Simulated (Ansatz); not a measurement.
# A series in volume scale on SbAs

All results are calculated (Ansatz 0.2.0). Free energy against uniform scaling of the volume at fixed shape and fractions; periodic cell, basis, potentials, k mesh and filling as listed.

The cell before it is scaled or strained (space group R3m, No. 160):
```
cell vectors (Å)
   2.0327     1.1736     3.7166
  -2.0327     1.1736     3.7166
   0.0000    -2.3472     3.7166
atoms (fractions of the cell vectors)
Sb  0.22910  0.22910  0.22910
As  0.77090  0.77090  0.77090
```

Settings of every row: functional r2SCAN; dispersion none; potentials PAW; wave cutoff 530 eV; density cutoff 2120 eV; k mesh 8x8x8; k shift 0x0x0; occupations fermi dirac; smearing width 0.1 eV; spin none.

Limits: coarse k mesh, up to 40 meV an atom off; the cell comes from a prototype or a list of computed structures and needn't be the stable phase.

```
row  volume scale  V (Å³/atom)  energy above lowest point (meV/atom)  pressure (GPa)
  1          0.88       23.407                                  89.9           10.35
  2          0.92       24.471                                  35.9            6.05
  3          0.96       25.535                                     ?               ?
  4             1       26.599                                     0           -0.19
  5          1.04       27.663                                     9           -2.45
  6          1.08       28.727                                  31.5           -4.27
  7          1.12       29.791                                  64.9           -5.74
```

Question: what energy above lowest point and pressure should row 3 give?

Worked fit of energy above lowest point. Take u = (V_r/V)^(2/3) − 1 with V_r = 27.131 Å³ an atom, which is twice the finite (Eulerian) strain; such expansions in the strain, on which the Birch-Murnaghan equation of state is built, carry the rest volume and the bulk modulus. The shown rows have u = 0.10343, 0.07121, 0.01329, -0.01286, -0.03739, -0.06045. Least squares give energy above lowest point = 2.63 − 350.55 × u + 11353.4 × u² + 1869 × u³ meV/atom; a parabola predicts inner rows, each left out in turn, worse (root mean square 0.32 against 0.04 meV/atom). All shown rows lie on it to the printed digit. Its lowest point lies at u = 0.0154, or V = 26.52 Å³ an atom, and the curvature there gives the bulk modulus at fixed shape and fractions, B = (4/9)(1 + u)² E″(u)/V = 63.3 GPa. Letting shape and atoms relax would as a rule lower it, by much in layered, chain or molecular crystals. The withheld row has u = 0.04125, so the fit gives 2.63 − 350.55 × (0.04125) + 11353.4 × (0.04125)² + 1869 × (0.04125)³ = 7.6 meV/atom.

The calculation gave 7.6 meV/atom. The fit meets it to the printed digit.

Worked fit of pressure. Take u = (V_r/V)^(2/3) − 1 with V_r = 27.131 Å³ an atom, which is twice the finite (Eulerian) strain; such expansions in the strain, on which the Birch-Murnaghan equation of state is built, carry the rest volume and the bulk modulus. The shown rows have u = 0.10343, 0.07121, 0.01329, -0.01286, -0.03739, -0.06045. Least squares give pressure = −1.381 + 86.015 × u + 242.68 × u² + 214.4 × u³ GPa; a parabola predicts inner rows, each left out in turn, worse (root mean square 0.038 against 0.0079 GPa). All shown rows lie on it to the printed digit. The pressure vanishes at u = 0.0154, or V = 26.52 Å³ an atom, and there the bulk modulus at fixed shape and fractions is B = −V dP/dV = (2/3)(1 + u) dP/du = 63.4 GPa. Letting shape and atoms relax would as a rule lower it, by much in layered, chain or molecular crystals. The withheld row has u = 0.04125, so the fit gives −1.381 + 86.015 × (0.04125) + 242.68 × (0.04125)² + 214.4 × (0.04125)³ = 2.60 GPa.

The calculation gave 2.6 GPa. The fit meets it to the printed digit.
